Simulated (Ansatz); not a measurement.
CoPd: energy above lowest point against volume scale

Results calculated with Ansatz 0.2.0, not measured. Free energy against uniform scaling of the volume at fixed shape and fractions; periodic cell, basis, potentials, k mesh and filling as listed.

The cell before it is scaled or strained (space group R-3m, No. 166):
```
CELL_PARAMETERS angstrom
1.34590 0.77710 4.29390
-1.34590 0.77710 4.29390
0.00000 -1.55410 4.29390
ATOMIC_POSITIONS crystal
Co 0.00000 0.00000 0.00000
Pd 0.50000 0.50000 0.50000
```

Settings of every row: functional PBEsol; dispersion none; potentials PAW; wave cutoff 500 eV; density cutoff 2000 eV; k mesh 12x12x12; k shift 0x0x0; occupations fermi dirac; smearing width 0.1 eV; spin collinear.

Limits: coarse k mesh, up to 40 meV an atom off; state may not be the lowest; the cell comes from a prototype or a list of computed structures and needn't be the stable phase; with one magnetic atom in the cell only parallel moments are possible.

| row | volume scale | V (Å³/atom) | energy above lowest point (meV/atom) |
| --- | --- | --- | --- |
| 1 | 0.94 | 12.664 | 0 |
| 2 | 0.96 | 12.933 | 0.6 |
| 3 | 0.98 | 13.203 | 8.1 |
| 4 | 1 | 13.472 | ? |
| 5 | 1.02 | 13.742 | 40.6 |
| 6 | 1.04 | 14.011 | 64.3 |
| 7 | 1.06 | 14.281 | 92.1 |

Question: what energy above lowest point should row 4 give?

Worked fit of energy above lowest point. Take u = (V_r/V)^(2/3) − 1 with V_r = 13.473 Å³ an atom, which is twice the finite (Eulerian) strain; such expansions in the strain, on which the Birch-Murnaghan equation of state is built, carry the rest volume and the bulk modulus. The shown rows have u = 0.04215, 0.02765, 0.01359, -0.01309, -0.02577, -0.03808. Least squares give energy above lowest point = 21.72 − 1229.1 × u + 16587 × u² + 8327 × u³ meV/atom; a parabola predicts inner rows, each left out in turn, worse (root mean square 0.19 against 0.05 meV/atom). All shown rows lie on it to the printed digit. The withheld row has u = 5e-05, so the fit gives 21.72 − 1229.1 × (5e-05) + 16587 × (5e-05)² + 8327 × (5e-05)³ = 21.7 meV/atom.

The calculation gave 21.7 meV/atom. The fit meets it to the printed digit.
